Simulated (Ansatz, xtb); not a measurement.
# B2H2OS: which of two isomers lies lower

Structure X: `BOB=S`, a singlet. Structure Y: `BSB=O`, a singlet. Both are isolated molecules in the gas phase, relaxed with r2SCAN-D4/def2-SVP; the shapes shown needn't be the lowest conformers.

X (Å):

| atom | x (Å) | y (Å) | z (Å) |
| --- | --- | --- | --- |
| B | -1.3454 | 3.1614 | -0.1377 |
| B | -0.3934 | 2.5418 | 2.1325 |
| O | -0.4785 | 2.9118 | 0.8164 |
| S | -2.3681 | 3.4825 | -1.3571 |
| H | 0.7120 | 2.4368 | 2.5949 |
| H | -1.4099 | 2.3438 | 2.7501 |

Y (Å):

```yaml
atoms:
  - { symbol: B, position_ang: [-0.4418, -0.5671, -1.6269] }
  - { symbol: B, position_ang: [1.0414, 0.7900, 0.2072] }
  - { symbol: O, position_ang: [1.7970, 0.5970, 1.1328] }
  - { symbol: S, position_ang: [-0.0623, 1.1291, -1.1446] }
  - { symbol: H, position_ang: [-1.1971, -0.6649, -2.5553] }
  - { symbol: H, position_ang: [0.0374, -1.5017, -1.0474] }
```

Question: Estimate which is lower in electronic energy at CCSD(T)/def2-TZVPP, and by roughly how much.

Answer: The CCSD(T)/def2-TZVPP calculation puts structure X lower, by 10.4 kcal/mol.

Level by level:

| level | geometry | E(Y) − E(X) (kcal/mol) | departure from the last row (kcal/mol) | job, with rough time for the two |
| --- | --- | --- | --- | --- |
| GFN2-xTB | GFN2-xTB | +12.9 | +2.6 | optimisation, 0.2 s |
| HF/STO-3G | GFN2-xTB | +2.1 | −8.2 | single point, 0.16 s |
| r2SCAN-D4/def2-SVP//GFN2-xTB | GFN2-xTB | +11.8 | +1.4 | single point, 2.1 s |
| r2SCAN-D4/def2-SVP | r2SCAN-D4/def2-SVP | +12.7 | +2.3 | optimisation, 27 s |
| HF/def2-TZVPP | r2SCAN-D4/def2-SVP | +18.3 | +8.0 | part of the CCSD(T) run |
| MP2/def2-TZVPP | r2SCAN-D4/def2-SVP | +9.4 | −0.9 | part of the CCSD(T) run |
| CCSD(T)/def2-TZVPP | r2SCAN-D4/def2-SVP | +10.4 |  | single point, 41 s |

As drawn, Y has 2 B–S, 1 B=O in place of 2 B–O, 1 B=S.

The levels shown agree on the order. The largest departure from CCSD(T)/def2-TZVPP is that of HF/STO-3G, 8.2 kcal/mol.

With harmonic frequencies from r2SCAN-D4/def2-SVP (ideal gas, rigid rotor, one conformer each, 298.15 K, 1 atm): on the last row, ΔE + ΔZPE = +9.9, ΔH = +9.8, ΔG = +9.9 kcal/mol.

The correlated steps freeze 8 core orbitals. Codes used: Ansatz 0.2.0, xtb 6.7.1; the last row on 2 threads of Arm Neoverse V2 on a shared host.

The oxygen-bridged isomer X is favoured because oxygen binds both boron atoms strongly, with its lone pairs donating into their empty p orbitals. In Y the bridge is sulfur, whose larger, more diffuse 3p orbitals overlap less well with boron. Y recovers part of the loss through its terminal B=O unit, which is much stronger than the B=S unit in X, so the preference is a balance between large opposing bond terms.

Correlation favours Y: the gap falls from 18.3 kcal/mol in Hartree–Fock to 10.4 kcal/mol in CCSD(T) with the same basis and geometries. MP2 slightly overshoots this shift, giving 9.4 kcal/mol. The small HF/STO-3G gap therefore probably reflects a minimal-basis error, notably the lack of polarisation functions, that outweighs the missing correlation. Vibrational and thermal terms nearly cancel between the isomers, leaving the preference essentially electronic. The energy difference says nothing about the barrier to interconversion, or about survival against oligomerisation, to which such unsaturated boron centres are prone.
